A simple ionic picture of an oxide takes each oxygen as the ion O²⁻ and charges the metals to match. The three oxygen atoms of In₂GeO₃ then need six electrons, which two In⁺ and one Ge⁴⁺ would supply. On that view all three should carry about the same negative charge, and germanium should be the most positive atom in the cell. The computed charges contradict both expectations. Two of the oxygen atoms carry only about half the charge of the third, and germanium is slightly less positive than indium.

Bader charges and Löwdin shell populations of In₂GeO₃ (P4/mmm, 6-atom cell) at fixed atoms, computed with Ansatz 0.2.0 using scalar-relativistic PBE and PAW, without spin polarization or a dispersion correction. The plane-wave cutoff is 420 eV, the k mesh 8×8×10 and the Gaussian smearing 0.1 eV. A population of zero marks a shell that the dataset lacks.

```
row  bader charge (e)  element  s electrons (e)  p electrons (e)  d electrons (e)
  1             0.770       In            1.394            1.064            9.986
  2             0.770       In            1.394            1.064            9.986
  3             0.695       Ge            1.267            2.298            9.996
  4            -0.544        O            1.826            4.493            0.000
  5            -0.544        O            1.826            4.493            0.000
  6            -1.147        O            1.800            4.895            0.000
```

The Bader charge is what remains when the electrons inside an atom's share of space are subtracted from its core charge; the borders run along the surfaces where the electron density is lowest between neighbours. The s, p and d electrons come from a different division, the Löwdin populations, which assign electrons to atomic shells instead of regions of space. Neither is an oxidation state, because both divide shared electrons between the atoms that share them. Rows 1 and 2 are copies of each other by symmetry, as are rows 4 and 5, so the table describes four different sites.

The positions of the atoms show why the oxygen atoms differ. Those of rows 4 and 5 lie 1.42 Å apart, which is the length of a chemical bond, and form an O–O pair. The oxygen of row 6 has no oxygen partner and sits between two germanium atoms, 1.95 Å from each. The cell may be an invented or metastable form, so the pair belongs to this arrangement of atoms and need not occur in a real compound of the same composition.

Two limiting cases show what the pair does to the charge. A free oxygen atom has four 2p electrons and room for six. If it stands alone among metal atoms, they must fill both open places, and the ionic limit is O²⁻. If it shares a single bond with another oxygen, the partner's electron serves for one of the places and the metals need to fill only the other. The ionic limit is then the peroxide ion O₂²⁻, with one extra electron per atom.

Real charges stay below these limits, since oxygen shares part of the density with its neighbours. Suppose that the same fraction of each formally transferred electron counts towards oxygen at both kinds of site. With n for the number of 2p places that the metals must fill, the charge q of an oxygen atom follows from that of the lone one:

q = q(lone) × n / 2

For a paired atom n is 1, and row 6 supplies the charge of the lone atom:

q = −1.147 e × 1 / 2 ≈ −0.57 e

The table has −0.544 e, so the estimate is about 5% too large in size. Row 6 served as the input and rows 4 and 5 are what the estimate is compared with; as these two are copies, this is a single comparison, and the rule was set up with the table in view. The printed analysis below also gives the alternatives, of which three equal oxygen atoms would be far off, at about −0.75 e each.

The shell populations place the difference where the argument puts it. Compared with a free atom, the lone oxygen has gained about 0.9 p electrons and a paired one about 0.5, again roughly two to one. The s electrons of the two kinds of oxygen are nearly equal. In this division, what separates the sites is therefore the filling of the 2p shell, although the difference of 0.40 p electrons is smaller than the 0.60 e between the Bader charges. The surroundings differ too. The nearest metal to a paired oxygen is indium at 2.79 Å, and the next O–O pair begins only 2.48 Å away. Two short bonds to germanium are expected to share more density than these long contacts to indium, so the equal fraction assumed above may not hold, and part of the close agreement may be chance. The table has no unpaired oxygen in such a place that would show how much this matters.

The agreement does not prove that the pair is a peroxide. A superoxide ion, O₂⁻, has taken up only one electron, or half an electron per atom. If its transfer were as incomplete as that of the lone oxygen, each atom would carry about −0.29 e, well short of the table. Even with complete transfer each would carry only −0.5 e, slightly less than the table shows, so a pure superoxide is unlikely. A full peroxide is not certain either, because the bond is shorter than peroxide bonds usually are, though longer than those of superoxides. In a metal, which is what the calculation finds, the highest orbitals of the pair can be partly filled, and its charge may then lie between those of the two ions. The half-charge rule cannot tell such a pair from a peroxide that shares more of its electrons with indium.

The pair also changes the account for the metals. Stripped of all their outer electrons, as In³⁺ and Ge⁴⁺, the three metal atoms would release ten, while even a full peroxide and an oxide ion together accept only four. At least six electrons thus have no place on oxygen and must remain with the metals or in states shared with them. This helps to explain why the metals are so weakly charged, at 0.77 e for indium and 0.70 e for germanium.

The simplest home for six electrons would be three lone pairs, one in the outer s shell of each metal atom. The ions would then be In⁺ and Ge²⁺, and the count would balance exactly. In that limit each s shell would hold two electrons and the p shell would be nearly empty. The calculation gives only 1.39 s electrons on indium and 1.27 on germanium, with 1.06 p electrons on indium and 2.30 on germanium. The p counts say little: they lie close to those of the free atoms, and this division is expected to assign density of the neighbours to the metal p shells even when a lone pair is present. The s counts weigh more. Indium lacks 0.61 s electrons and germanium 0.73, against about 0.2 for oxygen, which speaks against undisturbed lone pairs.

The structure offers another place for these electrons. Each germanium atom has four indium neighbours at 2.70 Å, close enough for bonds between the metals. Such a bond shifts little charge, because the two elements attract electrons almost equally, with germanium slightly ahead. Germanium therefore loses electrons to its two oxygen neighbours but can recover some from indium. This would explain why it ends up no more positive than indium, although it has more valence electrons to give.

The charges fit this picture without proving it. Germanium and the lone oxygen together carry −0.45 e, so the germanium–oxygen chain as a whole has taken electrons from indium. Indium thus supplies the chain as well as the O–O pair. The sum cannot tell whether the electrons reach the chain through the indium–germanium contacts or pass directly to its oxygen, which lies 3.33 Å from indium.

For a similar oxide, the order of work is to look for bonds between oxygen atoms first, then to count the open 2p places, and only then to assign charges to the metals. The half-charge rule is expected to work best where both kinds of oxygen face the same metal, which is not the case in this cell. What remains open here is which atoms hold the electrons of highest energy. The calculation finds a metal, with bands that overlap by 0.72 eV; PBE tends to underestimate gaps, so this overlap may be overstated. It was also run without spin, so an unpaired electron on the O–O pair had no chance to appear. A calculation with spin, together with a density of states resolved by atom, would help to show whether the pair has really taken up its second electron or left part of it with the metals.

Output of the analysis:

```
Charges and shell changes against the free atom (e):
  row  Bader charge  Loewdin charge  s electrons lost  p electrons gained
    1          0.77           0.556             0.606               0.064
    2          0.77           0.556             0.606               0.064
    3         0.695           0.439             0.733               0.298
    4        -0.544          -0.319             0.174               0.493
    5        -0.544          -0.319             0.174               0.493
    6        -1.147          -0.695               0.2               0.895
O-O distance in the pair (angstrom): 1.419
In to pair oxygen distance (angstrom): 2.79
In to lone oxygen distance (angstrom): 3.328
Ge to In distance (angstrom): 2.698
Ge to lone oxygen distance (angstrom): 1.948
Bader charge of the whole O-O pair (e): -1.088
Paired over lone oxygen, Bader charge (ratio): 0.4743
Paired over lone oxygen, Loewdin charge (ratio): 0.459
Paired over lone oxygen, p electrons gained (ratio): 0.5508
Half-charge model for a paired oxygen (e): -0.5735
Miss of the half-charge model, model less table (e): -0.0295
Quarter-charge (superoxide) model for a paired oxygen (e): -0.2868
Equal-oxygen model, mean charge of the three (e): -0.745
Lone less paired oxygen, p electrons (e): 0.402
Lone less paired oxygen, s electrons (e): -0.026
Electrons left over with In3+, Ge4+, peroxide and oxide: 6
Electrons left over with In+, Ge2+, peroxide and oxide: 0
In less Ge, Bader charge (e): 0.075
Bader charge of both In together (e): 1.54
Bader charge of Ge plus lone oxygen (e): -0.452
Sum of Loewdin charges, electrons not assigned (e): 0.218
```
